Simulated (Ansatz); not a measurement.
## Ni: energy change per atom and pressure as volume scale varies

Results calculated with Ansatz 0.2.0, not measured. Plane-wave DFT, scalar-relativistic PAW made under PBE with cores redone for the functional, no dispersion; the given relaxed cell is scaled uniformly, energy at zero smearing counts from the unscaled cell, pressure at the given Fermi-Dirac smearing is positive in compression.

The cell before it is scaled or strained (space group Fm-3m, No. 225):
```
cell vectors (Å)
   0.0000     1.7597     1.7597
   1.7597     0.0000     1.7597
   1.7597     1.7597     0.0000
atoms (fractions of the cell vectors)
Ni  0.00000  0.00000  0.00000
```

Settings of every row: spin polarised yes; functional PBE; wave cutoff 420 eV; smearing width 0.05 eV; k mesh 25x25x25.

Atom:
```csv
element,starting moment (Bohr magneton)
Ni,0.67
```

Limits: with one magnetic atom in the cell only parallel moments are possible.

```csv
row,volume scale,V (Å³/atom),energy change per atom (meV),pressure (GPa),largest site moment (Bohr magneton)
1,0.88,9.59,122.82,34.55,0.64
2,0.92,10.026,49.46,20.17,0.65
3,0.96,10.462,10.97,8.82,0.66
4,1.04,11.334,10.72,-7.18,0.68
5,1.08,11.77,?,?,?
6,1.12,12.206,79.52,-17.05,0.72
```

Question: what energy change per atom and pressure should row 5 give?

Worked fit of energy change per atom. Take u = (V_r/V)^(2/3) − 1 with V_r = 10.462 Å³ an atom, which is twice the finite (Eulerian) strain; such expansions in the strain, on which the Birch-Murnaghan equation of state is built, carry the rest volume and the bulk modulus. The shown rows have u = 0.05974, 0.02879, 0, -0.05197, -0.09768. Least squares give energy change per atom = 11.494 + 882.93 × u + 16225.1 × u² meV; a straight line predicts inner rows, each left out in turn, worse (root mean square 46 against 1.7 meV). The rows lie off it by 0.67, -0.90, -0.52, 1.29, -0.54 (root mean square 0.83 meV). The withheld row has u = -0.07553, so the fit gives 11.494 + 882.93 × (-0.07553) + 16225.1 × (-0.07553)² = 37.37 meV.

The calculation gave 38.47 meV. The fit lies 1.10 meV (2.9 % of the value, 0.98 % of the column's range) below it; its largest miss of a shown row is 1.29 meV.

Worked fit of pressure. Take u = (V_r/V)^(2/3) − 1 with V_r = 10.462 Å³ an atom, which is twice the finite (Eulerian) strain; such expansions in the strain, on which the Birch-Murnaghan equation of state is built, carry the rest volume and the bulk modulus. The shown rows have u = 0.05974, 0.02879, 0, -0.05197, -0.09768. Least squares give pressure = 8.884 + 366.18 × u + 1037.8 × u² GPa; a straight line predicts inner rows, each left out in turn, worse (root mean square 2.9 against 0.21 GPa). The rows lie off it by 0.09, -0.12, -0.06, 0.16, -0.07 (root mean square 0.11 GPa). The withheld row has u = -0.07553, so the fit gives 8.884 + 366.18 × (-0.07553) + 1037.8 × (-0.07553)² = -12.85 GPa.

The calculation gave -12.72 GPa. The fit lies 0.13 GPa (1 % of the value, 0.25 % of the column's range) below it; its largest miss of a shown row is 0.16 GPa.

The other values of row 5: largest site moment 0.7 Bohr magneton.
